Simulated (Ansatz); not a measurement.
## MgH2: the change of pressure with volume scale

Results calculated with Ansatz 0.2.0, not measured. Free energy against uniform scaling of the volume at fixed shape and fractions; periodic cell, basis, potentials, k mesh and filling as listed.

The cell before it is scaled or strained (space group Fm-3m, No. 225):
```
cell vectors (Å)
   0.0000     2.3811     2.3811
   2.3811     0.0000     2.3811
   2.3811     2.3811     0.0000
atoms (fractions of the cell vectors)
Mg  0.00000  0.00000  0.00000
H   0.75000  0.75000  0.75000
H   0.25000  0.25000  0.25000
```

Settings of every row: functional LDA; dispersion none; potentials PAW; wave cutoff 326.54 eV; density cutoff 1306.1 eV; k mesh 6x6x6; k shift 0x0x0; occupations cold; smearing width 0.3 eV; spin none; xc grid level 1.

Limits: coarse k mesh, up to 40 meV an atom off; cutoff under the advised one; wide smearing; the cell comes from a prototype or a list of computed structures and needn't be the stable phase.

| row | volume scale | V (Å³/atom) | pressure (GPa) | energy above lowest point (meV/atom) |
| --- | --- | --- | --- | --- |
| 1 | 0.92 | 8.28 | 1.88 | 1.6 |
| 2 | 0.9467 | 8.52 | ? | ? |
| 3 | 0.9733 | 8.76 | -1.73 | 1.3 |
| 4 | 1 | 9 | -3.21 | 5.1 |
| 5 | 1.0267 | 9.24 | -4.5 | 11.1 |
| 6 | 1.0533 | 9.48 | -5.68 | 18.7 |
| 7 | 1.08 | 9.72 | -6.73 | 28 |

Question: what pressure should row 2 give?

Worked fit of pressure. Take u = (V_r/V)^(2/3) − 1 with V_r = 9.12 Å³ an atom, which is twice the finite (Eulerian) strain; such expansions in the strain, on which the Birch-Murnaghan equation of state is built, carry the rest volume and the bulk modulus. The shown rows have u = 0.06654, 0.02721, 0.00887, -0.00868, -0.02548, -0.04159. Least squares give pressure = −3.875 + 74.25 × u + 153.2 × u² + 463 × u³ GPa; a parabola predicts inner rows, each left out in turn, worse (root mean square 0.024 against 0.011 GPa). The rows lie off it by 0.00, 0.00, -0.01, 0.01, 0.00, 0.00. The pressure vanishes at u = 0.0470, or V = 8.513 Å³ an atom, and there the bulk modulus at fixed shape and fractions is B = −V dP/dV = (2/3)(1 + u) dP/du = 64 GPa. The withheld row has u = 0.04641, so the fit gives −3.875 + 74.25 × (0.04641) + 153.2 × (0.04641)² + 463 × (0.04641)³ = -0.05 GPa.

The calculation gave -0.01 GPa. The fit lies 0.04 GPa (400 % of the value, 0.46 % of the column's range) below it; its largest miss of a shown row is 0.01 GPa.

The other values of row 2: energy above lowest point 0 meV/atom.
